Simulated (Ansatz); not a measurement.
# A series in volume scale on TaRu

All results are calculated (Ansatz 0.2.0). Free energy against uniform scaling of the volume at fixed shape and fractions; periodic cell, basis, potentials, k mesh and filling as listed.

The cell before it is scaled or strained (space group P4/mmm, No. 123):
```
CELL_PARAMETERS angstrom
3.05300 0.00000 0.00000
0.00000 3.05300 0.00000
0.00000 0.00000 3.38900
ATOMIC_POSITIONS crystal
Ta 0.50000 0.50000 0.50000
Ru 0.00000 0.00000 0.00000
```

Settings of every row: functional PBEsol; dispersion none; potentials all-electron LAPW; k mesh 9x9x9; k shift 0x0x0; occupations fermi dirac; smearing width 0.1 eV; spin none; basis error target 0.0005 eV/atom; SCF threshold exponent -10.

Limits: coarse k mesh, up to 40 meV an atom off; no spin-orbit coupling, which can matter with elements this heavy.

| row | volume scale | V (Å³/atom) | energy above lowest point (meV/atom) |
| --- | --- | --- | --- |
| 1 | 0.94 | 14.846 | 23.1 |
| 2 | 0.97 | 15.32 | 0 |
| 3 | 1 | 15.794 | 3.1 |
| 4 | 1.03 | 16.268 | ? |
| 5 | 1.06 | 16.742 | 72.8 |

Question: what energy above lowest point should row 4 give?

Worked fit of energy above lowest point. Take u = (V_r/V)^(2/3) − 1 with V_r = 15.557 Å³ an atom, which is twice the finite (Eulerian) strain; such expansions in the strain, on which the Birch-Murnaghan equation of state is built, carry the rest volume and the bulk modulus. The shown rows have u = 0.03168, 0.01029, -0.01003, -0.04776. Least squares give energy above lowest point = −1.45 − 154.6 × u + 29319 × u² meV/atom; a straight line predicts inner rows, each left out in turn, worse (root mean square 29 against 0.13 meV/atom). The rows lie off it by 0.0, -0.1, 0.0, 0.0. Its lowest point lies at u = 0.0026, or V = 15.5 Å³ an atom, and the curvature there gives the bulk modulus at fixed shape and fractions, B = (4/9)(1 + u)² E″(u)/V = 271 GPa. Letting shape and atoms relax would as a rule lower it, by much in layered, chain or molecular crystals. The withheld row has u = -0.02935, so the fit gives −1.45 − 154.6 × (-0.02935) + 29319 × (-0.02935)² = 28.3 meV/atom.

The calculation gave 28.5 meV/atom. The fit lies 0.2 meV/atom (0.27 % of the column's range) below it; its largest miss of a shown row is 0.1 meV/atom.
